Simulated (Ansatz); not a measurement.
TaRh₃: energy above lowest point against volume scale

All results are calculated (Ansatz 0.2.0). Free energy against uniform scaling of the volume at fixed shape and fractions; periodic cell, basis, potentials, k mesh and filling as listed.

The cell before it is scaled or strained (space group Pm-3m, No. 221):
```
CELL_PARAMETERS angstrom
3.87280 0.00000 0.00000
0.00000 3.87280 0.00000
0.00000 0.00000 3.87280
ATOMIC_POSITIONS crystal
Ta 0.00000 0.00000 0.00000
Rh 0.00000 0.50000 0.50000
Rh 0.50000 0.00000 0.50000
Rh 0.50000 0.50000 0.00000
```

Settings of every row: functional LDA; dispersion none; potentials PAW; wave cutoff 500 eV; density cutoff 2000 eV; k mesh 6x6x6; k shift 0x0x0; occupations cold; smearing width 0.1 eV; spin none.

Limits: coarse k mesh, up to 40 meV an atom off; no spin-orbit coupling, which can matter with elements this heavy.

| row | volume scale | V (Å³/atom) | energy above lowest point (meV/atom) |
| --- | --- | --- | --- |
| 1 | 0.9406 | 13.659 | ? |
| 2 | 0.9703 | 14.09 | 0 |
| 3 | 1 | 14.522 | 20.6 |
| 4 | 1.0297 | 14.953 | 61.6 |
| 5 | 1.0594 | 15.384 | 119.6 |

Question: what energy above lowest point should row 1 give?

Worked fit of energy above lowest point. Take u = (V_r/V)^(2/3) − 1 with V_r = 14.738 Å³ an atom, which is twice the finite (Eulerian) strain; such expansions in the strain, on which the Birch-Murnaghan equation of state is built, carry the rest volume and the bulk modulus. The shown rows have u = 0.03043, 0.00989, -0.00961, -0.02819. Least squares give energy above lowest point = 38.81 − 2101.9 × u + 27134 × u² meV/atom; a straight line predicts inner rows, each left out in turn, worse (root mean square 15 against 0.18 meV/atom). The rows lie off it by 0.0, -0.1, 0.1, 0.0. The withheld row has u = 0.05199, so the fit gives 38.81 − 2101.9 × (0.05199) + 27134 × (0.05199)² = 2.9 meV/atom.

The calculation gave 3.9 meV/atom. The fit lies 1.0 meV/atom (26 % of the value, 0.84 % of the column's range) below it; its largest miss of a shown row is 0.1 meV/atom. This row lies beyond the range of the fit.
